**Estimating the M₂,₃ dichroism, branching ratio and centroid of Mo³⁺ by hand**

For Mo³⁺ (4d³) in a tetragonal field, the spin sum rule evaluated on paper gives the circular dichroism of the M₂ edge as 0.050, while relativistic multiplet configuration interaction gives 0.035 to 0.039. One empirical factor near 3/4 brings the estimate within 6 % of every computed value, and one slope in the field parameter B20 brings it within 0.4 %. The branching ratio and the centroid hardly respond to B20 at all.

### Sizes worth remembering

- A fully aligned spin 3/2 with seven d holes gives a dichroism share of about 1/21 ≈ 0.05 at each edge, with opposite signs. About three quarters of this survives at M₂.
- The orbital moment of t₂g³ is about $4\zeta/\Delta \approx 0.1$, opposed to the spin.
- The branching ratio is 0.73, which is 0.06 above the statistical 2/3.
- A sweep of B20 over about 30 000 cm⁻¹ changes the M₂ dichroism by 11 %, the branching ratio by 0.0005 and the centroid by 0.01 eV.

M2,3 absorption of Mo3+ (4d3) in a parametric D4h crystal field, computed with radial Dirac CI 1 (Dirac-Coulomb-Breit CI, KLI orbitals, valence Slater integrals scaled by 0.9). Centroid and branching ratio (M3 share) are thermal values at 10 K. Spin moments and dichroism (Δm = −1 less +1, over all three polarisations) are for the ground state at 0 K in a 10 meV exchange field on Sz.

```csv
Wybourne parameters in cm⁻¹,centroid (eV),branching ratio,summed line strength (bohr²),ground spin moment sz,ground spin,dichroism share high edge
"B20 -16520, B40 45990, B44 34261.2",405.38,0.7311,0.007413,-1.497,1.498,0.0387
"B20 -21000, B40 45990, B44 34261.2",405.37,0.7313,0.007414,-1.497,1.498,0.0392
"B20 10500, B40 45990, B44 34261.2",405.37,0.7312,0.007414,-1.496,1.498,0.0354
"B20 6020, B40 45990, B44 34261.2",405.38,0.7309,0.007413,-1.497,1.498,0.0361
"B20 1470, B40 45990, B44 34261.2",405.38,0.7308,0.007413,-1.497,1.498,0.0367
"B20 -3010, B40 45990, B44 34261.2",405.38,0.7308,0.007413,-1.497,1.499,0.0372
"B20 -7490, B40 45990, B44 34261.2",405.38,0.7308,0.007413,-1.497,1.499,0.0377
"B20 -11970, B40 45990, B44 34261.2",405.38,0.7309,0.007413,-1.497,1.498,0.0382
```

### What the columns mean

The transition is 3p → 4d. The lower edge (M₃) leaves the hole in 3p₃/₂, the higher edge (M₂) in 3p₁/₂, about 18 eV above. B20, B40 and B44 are the coefficients of the crystal-field potential, and only B20 varies. The centroid is the intensity-weighted mean photon energy over both edges, the branching ratio is the share of the intensity in M₃, and the summed line strength is the total dipole intensity. Centroid and branching ratio are thermal values at 10 K, while the moments and the dichroism belong to the magnetised ground state at zero temperature. Ground spin moment sz is $\langle S_z\rangle$ and ground spin is $S$. The dichroism share high edge, called $D_2$ here, is the difference between $\Delta m=-1$ and $\Delta m=+1$ absorption at M₂, divided by the total of all three polarisations. Its M₃ counterpart $D_3$ and the orbital moment $\langle L_z\rangle$ come from the same calculations.

Every row is the same state, a quartet with $S$ within 0.002 of 3/2. Its $\langle S_z\rangle\approx-1.5$ is imposed by the 10 meV exchange field and is not spontaneous magnetism. The two rows followed below are the ends of the sweep, B20 = 10500 and B20 = −21000 cm⁻¹.

### Step 1: orbital energies

The matrix elements of the field among d orbitals are fixed fractions. Two gaps matter:

$$\Delta = E(x^2-y^2)-E(xy)=\tfrac{2\sqrt{70}}{21}B_{44},\qquad \delta=E(xy)-E(xz,yz)=-\tfrac37B_{20}+\tfrac{5}{21}B_{40}-\tfrac{\Delta}{2}.$$

Here $\Delta$ = 27300 cm⁻¹ in every row, and $\delta = -2700-\tfrac37B_{20}$, which is −7200 cm⁻¹ for the first worked row and +6300 cm⁻¹ for the second. It vanishes at B20 = −6300. The e_g pair crosses elsewhere, between the rows 1470 and 6020, so no row is cubic, including those near B20 = 0. A cubic field with this B40 would need B44 = 27484.

B20 enters $xy$, $xz$, $yz$ with weights −2/7, +1/7, +1/7 and $x^2-y^2$, $z^2$ with −2/7, +2/7. Both sets sum to zero. A ground state with one electron in each t₂g orbital therefore feels no first-order shift, and neither does an average over its seven holes. This is why the isotropic integrals are so flat.

### Step 2: orbital moment

With spin along $z$, spin-orbit coupling acts through $\zeta\,l_zs_z$. The operator $l_z$ connects $xy$ with $x^2-y^2$ (magnitude 2) and $xz$ with $yz$. The second path is blocked, since both orbitals hold an electron of the same spin. The first admixes $x^2-y^2$ with amplitude $\zeta\cdot2\cdot\tfrac12/\Delta=\zeta/\Delta$, and the moment is twice the amplitude times the matrix element:

$$\langle L_z\rangle\approx 4\zeta/\Delta .$$

A rough recalled $\zeta\approx 800$ cm⁻¹ for the 4d shell gives 0.117. The calculation has 0.111 to 0.113, about 5 % lower, which is within the uncertainty of the recalled $\zeta$. Since $\Delta$ does not contain B20, the moment should be steady along the sweep, and it is.

### Step 3: the sum rules

For p → d absorption with $n_h$ holes,

$$D_3+D_2=\frac{\langle L_z\rangle}{2n_h}\equiv Y,\qquad 2D_2-D_3=-\frac{2\langle S_z\rangle+7\langle T_z\rangle}{3n_h}\equiv X .$$

The first rule holds because a sum over both edges removes the core spin-orbit coupling, and light then senses only orbital angular momentum. The second uses that coupling. In 3p₃/₂ spin and orbit are parallel, in 3p₁/₂ antiparallel, so circular light excites opposite spins at the two edges, and a spin imbalance among the holes gives signals of equal size and opposite sign. $T_z$, the $z$ component of $\sum_i[\mathbf s_i-3\hat{\mathbf r}_i(\hat{\mathbf r}_i\cdot\mathbf s_i)]$, measures the anisotropy of the spin density. The rules assume edges of pure core $j$ and one radial integral for both.

For pure t₂g³ the angular factor $1-3\cos^2\theta$ has the values +4/7, −2/7, −2/7, so $T_z=0$. Adding the two rules gives the parameter-free estimate

$$D_2^{(0)}=\tfrac13(X+Y).$$

It exceeds the computed $D_2$ by 28 to 42 %, and it changes by only 0.2 % from end to end. Neither the size nor the trend of $D_2$ follows from $S_z$ and $L_z$ alone.

### Step 4: the empirical rule, worked on two rows

The mean of $D_2/D_2^{(0)}$ over all eight rows is 0.745. A least-squares straight line of the same ratio against B20, again over all eight rows, gives

$$D_2\approx 0.733\,D_2^{(0)}\left(1-\frac{B_{20}}{3.16\times10^{5}\ \text{cm}^{-1}}\right).$$

**B20 = 10500.** With $\langle S_z\rangle=-1.496$ and $n_h=7$, $X=2.992/21=0.1425$. With $\langle L_z\rangle=0.111$, $Y=0.111/14=0.0079$. Then $D_2^{(0)}=(0.1425+0.0079)/3=0.0501$. The bracket is $1-10500/316000=0.967$, and $D_2=0.733\times0.0501\times0.967=0.0355$. The table has 0.0354, an error of +0.4 % of the computed value. The constant factor alone would give $0.745\times0.0501=0.0373$, too high by more than 5 %.

**B20 = −21000.** Here $D_2^{(0)}=0.0502$, the bracket is $1+21000/316000=1.066$, and $D_2=0.733\times0.0502\times1.066=0.0392$, as in the table. The constant factor is 4.5 % too low.

Without any computed moments, $S_z=-3/2$ and $L_z$ from step 2 give $D_2^{(0)}\approx0.050$ just as well, because $Y$ is only about a twentieth of the sum.

Both worked rows were part of the fit. A line fitted to the six inner rows predicts them with errors of +0.6 % (10500) and +0.1 % (−21000). The largest miss of the full fit, 0.00014 at B20 = 10500, is about three times the rounding of the column (0.00005), so the data bend slightly. The steps between neighbouring rows are 0.0007 and 0.0006 at the positive end and 0.0005 elsewhere, and a straight line will get worse beyond 10500.

### Why the factor is below one

The M₃ share offers a clue. The net dichroism $D_3+D_2$ is 0.0019 in the first worked row and 0.0013 in the second, against $Y\approx0.008$. It is only a sixth to a quarter of the orbital sum rule, and it falls while $L_z$ rises slightly, so it cannot be read as the orbital moment. Mixing of the two edges by the core-valence interaction is no explanation, because it moves intensity between the edges and leaves the sum fixed.

What can change the sum is the second assumption of step 3. The 3p₁/₂ orbital is relativistically more contracted than 3p₃/₂, and the 3p–4d radial integral is a partial cancellation between lobes of opposite sign, in keeping with a line strength of only 0.0074 bohr². A small change of the core orbital then changes the integral noticeably. Let $\rho$ be the ratio of squared radial integrals, 3p₃/₂ over 3p₁/₂, and $b\approx0.67$ the branching ratio for equal integrals. Then

$$D_3+D_2=\frac{\rho D_3^{(0)}+D_2^{(0)}}{N},\qquad N=\rho b+1-b,\qquad D_3^{(0)}=\tfrac13(2Y-X)=-0.0422 .$$

Solving this row by row gives $\rho$ between 1.14 and 1.16. The net is the small difference of two large spin terms, so a 15 % imbalance cancels most of the orbital signal. This $\rho$ is an effective value for the net dichroism only. It ignores the difference between 4d₃/₂ and 4d₅/₂, which enters that small difference at the same order, so it is not the ratio that weights the isotropic intensities. A second route points to a larger isotropic ratio. If M₃ is radially stronger, line strength and branching ratio must rise together, with $d\ln(\text{strength})/d(\text{ratio})\approx(\rho-1)N/\rho=0.14$. The finer digits of the calculations give 0.19, which this formula reaches at $\rho\approx1.2$, though over a range of strength of only 0.01 %.

The normalisation is an isotropic quantity, so $\rho\approx1.2$ is the value to use, with $b\approx0.68$ as derived below. Normalisation alone then multiplies $D_2$ by $1/N=1/(1.2\times0.68+0.32)\approx0.88$. The remainder, $0.745/0.88\approx0.85$, is attributed to the standard failure of the spin sum rule. The 3p–4d Coulomb and exchange interaction couples final states with 3p₃/₂ and 3p₁/₂ holes, each edge takes on some character of the other, and signals of opposite sign partly cancel. The admixture scales as the ratio of the p–d integrals to the core splitting. The two causes are thus of similar size. Their exact division rests on the inferred $\rho$, while the product is what the numbers show.

### Why the dichroism grows as B20 falls

From the first worked row to the second $D_2$ gains 0.0038 and $D_3$ changes by −0.0044, so $2D_2-D_3$ grows by 11.5 % at fixed spin. Two things could do this, and they can add: a change of $T_z$, or a field-dependent transfer between the edges. If $T_z$ carried the whole change, $7\,\Delta T_z$ would be about 11.5 % of $2S_z\approx-3$, which makes $\Delta T_z\approx-0.05$.

Symmetry shows how such a $T_z$ can arise. In cubic labels the ground term is ⁴A₂. Spin-orbit coupling admixes T₂ terms, among them the ²T₂ of t₂g³. The operator $T_z$ links ⁴A₂ only to E and T₁ terms, so in a cubic field there is no contribution of first order in $\zeta$. A tetragonal t₂g splitting mixes ²T₂ with ²T₁ and opens the path, giving $T_z\propto\zeta\,\delta$ divided by two term energies. The doublet amplitude can be read from the table. A doublet weight $w$ lowers $S(S+1)$ by $3w$, and a drop of $S$ by 0.002 lowers it by $4\times0.002$, so $w\approx0.003$ and the amplitude is about 0.05 (roughly, as the drop is one or two units of the last digit). An amplitude of that size, times a tetragonal mixing of a few tenths, is a few hundredths.

A diagonalisation of the d³ configuration in these fields, with rough recalled Slater integrals and the same $\zeta$, bears this out. It matches $S_z$ and $S$ within 0.001 and overestimates $L_z$ by some 6 %. Its $T_z$ is a few hundredths, positive at B20 = 10500, negative at −21000, steepest at the positive end where the data bend, and its total change has the needed sign and size. With these $T_z$ values in $X$, a single mean factor over all eight rows, 0.748, reproduces $D_2$ within 0.3 % and no slope is fitted. The inferred $\rho$ also narrows to 1.147–1.150, so the fall of the net dichroism, which transfer between edges cannot produce, is accounted for as well. Given the rough inputs, agreement this close is partly luck, and the $T_z$ is that of the side model and not of the calculation in the table. What it establishes is that $T_z$ has the right sign and order to carry most of the slope.

The model's $T_z$ changes sign between the rows −3010 and −7490, where $\delta$ does. At B20 = −6300 the fitted line gives $0.733\times(1+6300/316000)=0.748$, the same factor. The rule can then be restated: $D_2\approx0.75\,D_2^{(0)}$ when t₂g is unsplit, rising by about 0.7 % for each 1000 cm⁻¹ that $xy$ lies above $xz,yz$. That $\delta$ remains the controlling variable when B40 or B44 change is a guess, since only B20 was varied.

### Branching ratio

For pure edges and equal radial integrals,

$$b=\tfrac23-\frac{\langle\sum_i\mathbf l_i\cdot\mathbf s_i\rangle}{3n_h},$$

which correctly gives 1 for a single d₅/₂ hole. A first estimate keeps only quartet admixtures and treats them as isotropic. The induced moment is $\mathbf L=-\kappa\mathbf S$ with $\kappa=L_z/\tfrac32$, so $\langle\mathbf L\cdot\mathbf S\rangle=-\tfrac52L_z$, and division by $2S=3$ gives $-\tfrac56L_z=-0.093$. This adds 0.0044 to 2/3, only 7 % of the excess of 0.064.

That estimate is too small, because it omits the doublets. They carry little weight but enter at first order in their amplitude. A weight of 0.003 at a rough recalled term energy of $2\times10^4$ cm⁻¹ lowers the energy by some 60 cm⁻¹, and twice this divided by $\zeta$ adds roughly −0.15. The d³ model agrees, with a total near −0.3. Then $b\approx0.68$, and the radial imbalance with $\rho\approx1.2$ raises it to $1.2\times0.68/(1.2\times0.68+0.32)\approx0.72$, which makes it the largest part of the excess. The last 0.01 or so is left to edge mixing, by subtraction only. In practice 0.731 is an empirical constant, right to three figures in every row, and ground-state spin-orbit coupling explains about a fifth of its excess over 2/3.

The variation is of second order in the distortion. The ratio is 0.7308 in the middle of the sweep and 0.7312 and 0.7313 at the worked rows. The model's $|\langle\sum\mathbf l\cdot\mathbf s\rangle|$ also has a shallow minimum in the middle. It is deeper and ranks the two ends the other way round, but it belongs to the magnetised sublevel alone, whereas the branching ratio is a 10 K thermal value to which the sublevels of the quartet contribute differently, so only the position of the minimum can be compared.

### Centroid

The centroid is the weighted mean of the two edge centres, $E_c=E_3+(1-\text{ratio})\times\Delta_{\rm core}$. The core orbital splitting of the calculation, without the Breit term, is 17.89 eV. Subtracting the second term from each centroid and averaging over the eight rows gives $E_3$ = 400.565 eV, with a spread of 0.0009 eV. For B20 = 10500, $400.565+0.2688\times17.89=405.374$ eV, printed as 405.37. For B20 = −3010, $400.565+0.2692\times17.89=405.381$ eV, printed as 405.38. The step in the column is rounding of a range of 0.009 eV, and that range equals the change of the branching ratio times the splitting, so it reflects a shift of weight between the edges and not a shift of levels. The absolute value is a free-ion energy, off by a few eV from a solid, so its decimals serve only for differences between rows.

### What the integrals hide

Flat integrals do not mean a flat spectrum. The linear dichroism on the low side of the main peak, at 399 eV, goes from −11 (B20 = 10500) through −1 (1470) to +6 (−3010), on a scale where the isotropic maximum is about 100. For B20 = −21000, on a slightly different energy grid, it is +28 at 398.5 eV and −28 at 403 eV. The splitting of the empty orbitals moves polarised intensity up and down within the edge at first order in B20, while the t₂g³ charge cloud has no quadrupole moment at that order, so the lobes largely cancel in a sum. Sum rules say nothing about such line shapes.

### Range of the rule

The structure $D_2^{(0)}=(X+Y)/3$ transfers to other ions, but 0.75 and the slope belong to this ion, edge, B40, B44 and Slater scaling. An edge whose core splitting is larger relative to the p–d integrals should have a mixing factor closer to one, and one with a smaller splitting a factor further from it. A larger $\zeta$ should raise $L_z$ and steepen the slope in proportion, and a larger B44 should lower $L_z$ as $1/\Delta$.

The dichroism refers to the saturated ground state at zero temperature. At finite temperature $S_z$ is smaller, the more so the weaker the field, and $D_2$ falls with it.

The premise $T_z\approx0$ needs all three t₂g orbitals equally filled. For d² or d⁴ the factors +4/7 and −2/7 no longer cancel, $7T_z$ is of order one already without spin-orbit coupling, and it must be counted from the occupations. The same happens to d³ when the quartet gives way. At B20 = −21000 the $z^2$ orbital has come down to $27300-14700=12600$ cm⁻¹ above $xy$, and a stronger field of this sign would eventually bring a change of occupation or spin pairing, where the straight line ends abruptly.

The crystal field here is a parameter acting on ionic 4d orbitals. In a compound, covalency and charge transfer change the number of holes and reduce $\zeta$ and the Slater integrals, and these affect $X$, $Y$ and the factor alike. The orbitals come from exchange-only KLI potentials, and overlaps between the orbital sets of the two configurations are neglected. Radial integrals that rest on a partial cancellation are sensitive to this, and so are the inferred $\rho$ and the empirical factor. The accuracy of a few tenths of a percent is accuracy against this ionic calculation only.
